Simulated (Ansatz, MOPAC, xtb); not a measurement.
# How methods differ on C2H2F2 (vinylidene fluoride)

C2H2F2, singlet, SMILES `C=C(F)F`. Each level relaxes the structure for itself.

Each level gives the highest harmonic wavenumber at each level's own minimum (cm⁻¹). The values are calculated.

```tsv
level	kind	program	value (cm⁻¹)
AM1	semi-empirical	MOPAC	3231
GFN2-xTB	semi-empirical	xtb	3199
MNDO	semi-empirical	MOPAC	3448
GFN1-xTB	semi-empirical	xtb	3214
HF/STO-3G	Hartree–Fock	Ansatz	3848
HF/3-21G	Hartree–Fock	Ansatz	3490
HF/6-31G* (Cartesian functions)	Hartree–Fock	Ansatz	3488
PBE/def2-SVP	GGA	Ansatz	3249
PBE-D3(BJ)/def2-TZVP	GGA	Ansatz	3235
PBE0-D4/def2-TZVP	global hybrid	Ansatz	3320
```

Harmonic and unscaled. The values span 3199 to 3848 cm⁻¹. Without the sets that lack polarisation functions the rows with a basis span only 3235 to 3488 cm⁻¹.

The highest mode in this molecule must be a C–H stretch, most likely the antisymmetric one of the CH2 group: hydrogen's small mass and the stiff sp2 C–H bond place it well above the C=C and C–F stretches. The large drop within Hartree–Fock comes on leaving the minimal basis, from 3848 to 3490 cm⁻¹. Going on to 6-31G* changes almost nothing, so valence flexibility matters far more here than d functions on the heavy atoms. PBE gives a softer stretch than either split-valence Hartree–Fock row, and PBE0 falls between them, probably because correlation weakens the restoring force while exact exchange stiffens it. The semi-empirical rows don't behave as a class: MNDO lies near split-valence Hartree–Fock, whereas AM1 and both xTB variants fall slightly below PBE. Agreement on this mode supports only a similar C–H curvature, and says little about how well a method describes the fluorinated carbon, whose C–F stretches and coupling to the C=C bond appear at lower wavenumbers.
